Tin diselenide is built of sandwiches: a sheet of tin between two sheets of selenium, with an open space between one sandwich and the next. The rows below show this crystal at seven sizes. All cell edges are scaled by the same factor, and the atoms keep their relative positions. The volume $V$ and the energy $E$ are counted per atom, and the pressure $P$ is the outward push of the crystal on its cell. The starting cell is the row at 25.73 Å³.

SnSe₂ (space group P-3m1) at uniformly scaled volumes with fixed fractional positions, computed with DFTK 0.8.2: plane-wave DFT, AM05 functional without dispersion correction, GTH pseudopotentials made for PBE, no spin polarisation. The cutoff is 598.65 eV, the k mesh 6×6×4 and the Fermi–Dirac smearing 0.05 eV. Energies are counted from the minimum of the fitted curve.

```
volume (Å³/atom)  energy (meV/atom)  pressure (GPa)
           24.18             115.20          10.800
           24.70              82.07           8.660
           25.21              55.25           6.740
           25.73              34.61           5.010
           26.24              19.20           3.450
           26.76               8.60           2.040
           27.27               2.34           0.780
```

### At 24.18: which way does the crystal want to go?

Outward. The pressure is positive, and the energy falls with every step to a larger volume, which is the same message told twice, since $P=-dE/dV$. Between the first row and the last the crystal gives up 115.20 − 2.34, or about 113 meV per atom.

An engineer can read the pressure column as the load, averaged over directions, needed to hold the calculated crystal at each size while its proportions and relative atomic positions are kept fixed. The starting cell needs 5.0 GPa, roughly fifty thousand atmospheres. That is a property of this calculation, whose crystal prefers to be larger than the cell it was handed. It doesn't mean that a real sample of that size is under load.

### From 24.18 downwards: why does each step relieve less pressure?

The volume grows in equal steps, yet the first step lowers the pressure by 2.14 GPa and the last by only 1.26 GPa. The crystal becomes softer as it expands. The reason is the usual one for condensed matter: the repulsion between overlapping electron clouds dies away steeply with distance, while the attraction that holds the atoms together changes more gently. Stiffness comes mainly from the steep part, so it fades quickly as the crystal expands.

A chlorine molecule behaves in the same way. Push its two atoms together and the resistance grows faster than the displacement; pull them apart and the bond gives way more and more easily. The likeness ends at the number of distances involved. The molecule has one, whereas here the Sn–Se bonds inside the sandwiches and the spaces between them are stretched together.

### Over the whole column: how strongly does stiffness depend on bond length?

The measure of stiffness is the bulk modulus, $B=-V\,dP/dV$, the pressure needed per relative change of volume. Taken from neighbouring rows, it drops from 102 GPa in the first interval to 66 GPa in the last. Over the table the Sn–Se bond lengthens only from 2.62 to 2.73 Å. A small change of length thus goes with a large change of stiffness.

A short argument turns this into a rule. Let $B'=dB/dP$ be the rate at which pressure stiffens the crystal, and treat it as constant. Then

$$dB=B'\,dP=-B'B\,\frac{dV}{V}\quad\Rightarrow\quad B\propto V^{-B'}\propto d^{-3B'},$$

where $d$ is the bond length, which grows as the cube root of the volume under uniform scaling.

The first and last intervals give $B'\approx4.3$, so the modulus falls with about the thirteenth power of the bond length. One per cent more length costs about 12 per cent of the stiffness. The rule describes one crystal being squeezed or stretched as a whole. It isn't a recipe for comparing different compounds, in which the bonding changes as well as the length.

### At 25.73: would a simple spring do?

A spring has one stiffness at all lengths, and its energy is a parabola. To try it, one needs the volume $V_0$ at the minimum and the modulus $B_0$ there. A Birch–Murnaghan curve, a standard form that lets the modulus change with volume, was fitted to all seven energies and gives 27.855 Å³ and 59 GPa. With 1 eV/Å³ equal to 160.2 GPa, that modulus is 0.368 eV/Å³, and the starting cell should lie at

$$E\approx\frac{B_0\,(V-V_0)^2}{2V_0}=\frac{0.368\times(25.73-27.855)^2}{2\times27.855}\ \text{eV}\approx 30\ \text{meV}.$$

The table has 34.61 meV, so the spring falls short by about 14 per cent of the computed value. At 24.18 Å³ the shortfall grows to 23 per cent. Both rows belonged to the fit that supplied $V_0$ and $B_0$, so this is no prediction of unseen data. It isolates what a constant stiffness leaves out: the hardening under compression.

The practical lesson is that a modulus means little without its volume. Near the starting cell the modulus is about 82 GPa, some 1.4 times its value at the fitted minimum. Suppose two calculations give the same stiffness at every common volume but different equilibrium volumes. Each quotes the modulus at its own minimum, so the quoted values differ.

### From 25.73 to 27.27: do energy and pressure agree?

They agree on the direction but not on the amount. Between the last two rows the fall in energy corresponds to a pressure of 1.95 GPa, while the printed pressures average 1.41 GPa. The energy slope gives the higher value in every interval, by 0.58 GPa on average. At the top of the table this is a small correction; near the minimum it is more than a third of the printed pressure.

The likely source is the finite set of plane waves used to describe the electrons. The energies are computed at a fixed cutoff, so a larger cell receives more waves: their number grows by 13 per cent over the table, in step with the volume. The pressure is instead the response of a cell that keeps the waves it has. When such a cell expands, its waves become longer and describe the electrons less finely. This raises the energy a little and makes expansion look less rewarding than it is.

That argument gives the right sign, and a run with a higher cutoff would test it. If it accounts for the whole difference, raising the cutoff by 10 per cent should lower the energy by something like 10 meV per atom. Most of that drop would be common to neighbouring volumes and cancel in their difference. For this reason the energy slopes are usually the better guide when the two disagree.

### At 27.27: where does the descent end, and which digits can be trusted?

It ends beyond the last row, where the pressure is still 0.78 GPa. The fit to all seven energies puts the minimum about 0.6 Å³ further on, at 27.855 Å³. A curve of the same family fitted to the seven printed pressures reaches zero at 27.62 Å³. The difference is what the pressure offset would lead one to expect.

A second check is to hide the end of the table. A Birch–Murnaghan curve with $B'$ held at 4, fitted by least squares to the five smallest volumes, gives 2.79 meV for the last row, where the table has 2.34 meV. Its minimum lies at 27.78 Å³. The form thus carries a short way past its data, but the second decimal of the equilibrium volume already depends on the rows and the form used.

A fair reading is an equilibrium volume between 27.6 and 27.9 Å³, which is 7 to 8 per cent above the starting cell, and a modulus near 60 GPa. The energies need the same care. Their zero is the fitted minimum, so the 2.34 meV of the last row shifts whenever the fit does. The difference between the last two rows, 8.60 − 2.34 = 6.26 meV, doesn't depend on the fit at all.

### Beyond the last row: does the large volume mean that the layers hold together weakly?

Not by itself. A layered crystal with weak cohesion between its sandwiches would expand by opening the spaces between them. In this series it has no such choice, because every distance must grow by the same percentage. On the way from the starting cell to the fitted minimum the open space, 3.08 Å high at the start, widens by only 0.08 Å. To reach the same volume alone, it would have to widen by 0.51 Å.

The forces point to the bonds as well. The largest force on an atom, which by symmetry acts on selenium, is 0.91 eV/Å in the starting cell and falls to 0.34 eV/Å in the last row. If it pulled selenium towards tin, stretching the stiff Sn–Se bonds should make it grow. That it shrinks suggests a push away from tin: for this calculation, the bonds themselves are too short in the starting cell. Left free, the selenium atoms would shift within the cell and lower the energy.

Missing attraction may still play a part. The functional is used without a dispersion correction, and dispersion is a large part of what holds such layers together. The potentials are another candidate, since they were made for a different functional and keep the tin 4d electrons frozen. How much each contributes to the expansion is open; repeating the series with one of them changed at a time would tell.

### Back at 25.73: what would change with the shape set free, or with sulfur for selenium?

Freeing the shape and the atomic positions at each volume can only lower the energy or leave it as it is. The crystal could then answer pressure in the cheapest way, mainly by closing the soft spaces and sparing the Sn–Se bonds. Around a fully relaxed minimum this freedom can only reduce the modulus. An engineer who wants the compressibility of real flakes should therefore not use the value near 60 GPa, which belongs to a crystal that is forced to keep its proportions. Freeing the shape alone may not be enough: without a dispersion correction, the spaces between the sandwiches can open too far and come out too soft.

Changing the element acts first of all through size. Sulfur is smaller than selenium and forms shorter bonds to tin, so the whole energy curve should slide towards smaller volumes. Put into the selenide's starting cell, the sulfide would be less compressed or even stretched, and its pressure there should be lower than 5.0 GPa, possibly negative. The same first question serves for any close relative: where does its preferred volume lie? The answer gives the sign of the pressure in a chosen cell, while the size of the pressure also depends on the relative's own stiffness.
